Q: I have SnSe₂ at seven volumes, from a PBE calculation without dispersion. Which of them would the crystal take up if left alone?

SnSe₂ (P-3m1) computed with ABINIT 10.8.3 using PBE without dispersion, JTH PAW PBE v2.0 datasets, a 598.65 eV wave cutoff, an 8×8×5 k mesh and 0.05 eV Fermi-Dirac smearing. The cell was scaled with its shape and fractional coordinates fixed; energies are counted from the minimum of the fitted energy-volume curve.

```csv
volume (Å³/atom),energy (meV/atom),pressure (GPa)
24.18,114.02,11.350
24.70,81.02,9.200
25.21,54.65,7.260
25.73,34.10,5.520
26.24,18.90,3.950
26.76,8.46,2.550
27.27,2.31,1.290
```

A: None of them. The pressure $P$ is minus the slope of the energy $E$ against the volume $V$, $P=-\mathrm{d}E/\mathrm{d}V$, so a positive pressure means that the crystal would lower its energy by expanding. Even at the largest volume, 27.27 Å³/atom, 1.29 GPa is left. You are looking at one side of an energy valley, and its floor lies a little beyond the last row.

Q: The volume steps are equal. Why does the first step at the dense end cost so much more than the last one at the loose end?

A: Going from 24.70 down to 24.18 Å³/atom costs 33 meV/atom, while going from 27.27 down to 26.76 costs only about 6. The work of a small compression is pressure times volume change, and the pressure has already built up when you reach the dense end. That much would be true of any spring: the further it is compressed, the harder it pushes back.

Q: Then is the crystal simply a spring?

A: Only close to rest. A spring with the crystal's resting stiffness would store 87 meV/atom at 24.18 Å³/atom, but the calculation gives 114, so the spring falls short by 23 %. The crystal stiffens as it is squeezed. Its local bulk modulus, $-V\,\mathrm{d}P/\mathrm{d}V$, rises from 66 GPa between the two loosest rows to 102 GPa between the two densest.

The table shows the stiffening; the reason comes from the general theory of bonding. When atoms approach, their filled shells overlap, and the Pauli principle forces electrons into states of higher kinetic energy. This repulsion grows more steeply with shortening than the attraction that holds the crystal together. Each further squeeze therefore meets a stiffer crystal, and the same reasoning leads you to expect stiffening in a related selenide or sulfide.

Q: Can I put that into a formula and calculate a pressure myself?

A: Yes, with the Birch-Murnaghan equation. Call the resting volume $V_0$, the bulk modulus there $B_0$, and its rise per unit of pressure $B_0'$. Measure the compression by $y=(V_0/V)^{1/3}$ and the strain by $f=(y^2-1)/2$. The term in $f^2$ alone is already more than the spring above: it describes a crystal that stiffens under pressure, with $B_0'$ fixed at 4. The next term lets $B_0'$ take other values:

$$E=\tfrac{9}{2}B_0V_0f^2\,[1+(B_0'-4)f].$$

Here $E$ is counted from the valley floor. Taking minus the slope with respect to volume gives

$$P=\tfrac{3}{2}B_0\,(y^7-y^5)\,\left[1+\tfrac{3}{4}(B_0'-4)(y^2-1)\right].$$

A fit to the seven energies gives $V_0=27.86$ Å³/atom, $B_0=57.8$ GPa and $B_0'=4.64$. For the densest row, $V=24.18$ Å³/atom, this means $y^7-y^5=0.125$ and $y^2-1=0.099$, so that

$$P\approx 1.5\times57.8\times0.125\times(1+0.75\times0.64\times0.099)\approx 11.4\ \text{GPa}.$$

The table has 11.35 GPa. The energy of this row took part in the fit, but its pressure did not: the program obtained that separately, from the stress on the cell. The agreement shows that energies and pressures describe the same valley. It is no test of whether PBE describes real SnSe₂ well.

Q: The resting volume lies outside the rows. How many of its digits should I believe?

A: Three, with some doubt about the last. A straight line through the last two pressures reaches zero at 27.79 Å³/atom. That is a little too soon, because the pressure falls ever more slowly as the crystal expands. The full equation fitted to the seven pressures instead of the energies gives 27.85, so about 27.8 to 27.9 is a fair reading for this calculation.

The modulus depends more on the chosen formula. If $B_0'$ is held at 4, the pressures give 61 GPa instead of 58, though they are then matched less well. The printed analysis below compares both versions. Energy differences between rows are safer than either constant, since they do not depend on where the valley floor is placed; the 2.31 meV/atom of the last row does.

Q: Would a higher wave cutoff change the pressures?

A: Probably by very little. At all seven volumes the computed pressure lies slightly under the one from the energy fit, by 0.02 GPa at most. A likely cause is the plane-wave basis. The stress is worked out for a fixed set of waves, which become coarser as the cell expands; this raises the energy slightly and makes expansion look less favourable. A higher cutoff should shrink the difference, but no second cutoff was run to confirm it.

Q: The row at 25.73 Å³/atom is the cell from which the others were scaled. Why is it under 5.52 GPa?

A: Because this calculation prefers a crystal about 8 % larger in volume. The measured volume is, as a rough recalled figure, 26 Å³/atom, so the preference is an error of the description. Two known weaknesses push in this direction. PBE tends to make bonds too long, and without a dispersion term it lacks most of the weak attraction between the layers.

Adding dispersion should pull the layers together and move the valley floor towards smaller volumes. How far it would move cannot be read from these rows, since none of them includes dispersion. Nor do they show how much each weakness contributes, because the cell was scaled with its shape and the relative atomic positions fixed. Every length grows by the same ratio, about 2.7 % from the starting cell to the fitted minimum. The strong Sn–Se bonds are stretched just as much as the gaps between the layers, so the two errors stay mixed.

Q: May I use 58 GPa to estimate how much a real crystal shrinks under uniform pressure?

A: Not as it stands, because the fixed shape matters here too. A real layered crystal can shrink mainly across its soft gaps and spare its stiff bonds. In this calculation the bonds must shorten along with the gaps, which costs extra energy. I would therefore expect a lower modulus once the shape and the atomic positions are free to adjust. For your estimate, repeat the series with both relaxed at each volume and with dispersion included, and let the volumes run past the point of zero pressure.

Numerical output:

```
Slopes to the row before, and models:
    row  energy slope GPa  mean pressure GPa  local modulus GPa  Birch pressure GPa  Birch less computed GPa  spring energy meV/atom
  24.18               n/a                n/a                n/a               11.37                  0.02108                   87.39
   24.7             10.28              10.27              102.1                9.21                    0.013                   64.62
  25.21             8.211               8.23              93.83               7.273                  0.01062                   45.28
  25.73             6.399              6.393              86.05               5.532                 0.008648                   29.37
  26.24             4.733              4.739              79.29               3.967                  0.01372                   16.89
  26.76             3.251              3.252               72.3               2.559                 0.009341                   7.843
  27.27             1.915              1.919              66.25               1.291                 0.003337                   2.223
fit of p on 7 rows: coefficient of (s/v)**(7/3) - (s/v)**(5/3) 86.71 +/- 0.079, coefficient of ((s/v)**(7/3) - (s/v)**(5/3))*((s/v)**(2/3) - 1) 41.16 +/- 0.96, s 27.85; rms 0.00284, worst 26.24 0.00504, leave-one-out rms 0.00708
fit of p on 7 rows: coefficient of (s/v)**(7/3) - (s/v)**(5/3) 91.79 +/- 0.2, s 27.81; rms 0.0325, worst 27.27 -0.0479, leave-one-out rms 0.0532
Equilibrium volume from pressures, third order, angstrom^3/atom: 27.85
Bulk modulus from pressures, third order, GPa: 57.81
Modulus slope from pressures, third order: 4.633
Equilibrium volume from pressures, second order, angstrom^3/atom: 27.81
Bulk modulus from pressures, second order, GPa: 61.19
Zero of pressure by a straight line through the last two rows, angstrom^3/atom: 27.79
Distance of the energy fit's minimum beyond the last row, angstrom^3/atom: 0.5859
Energy cost of the densest step over that of the loosest: 5.366
Spring energy at the smallest volume against computed, percent: -23.36
Mean rise of local modulus per GPa of pressure: 4.292
Stretch of every length from the given cell to the fitted minimum, percent: 2.686
```
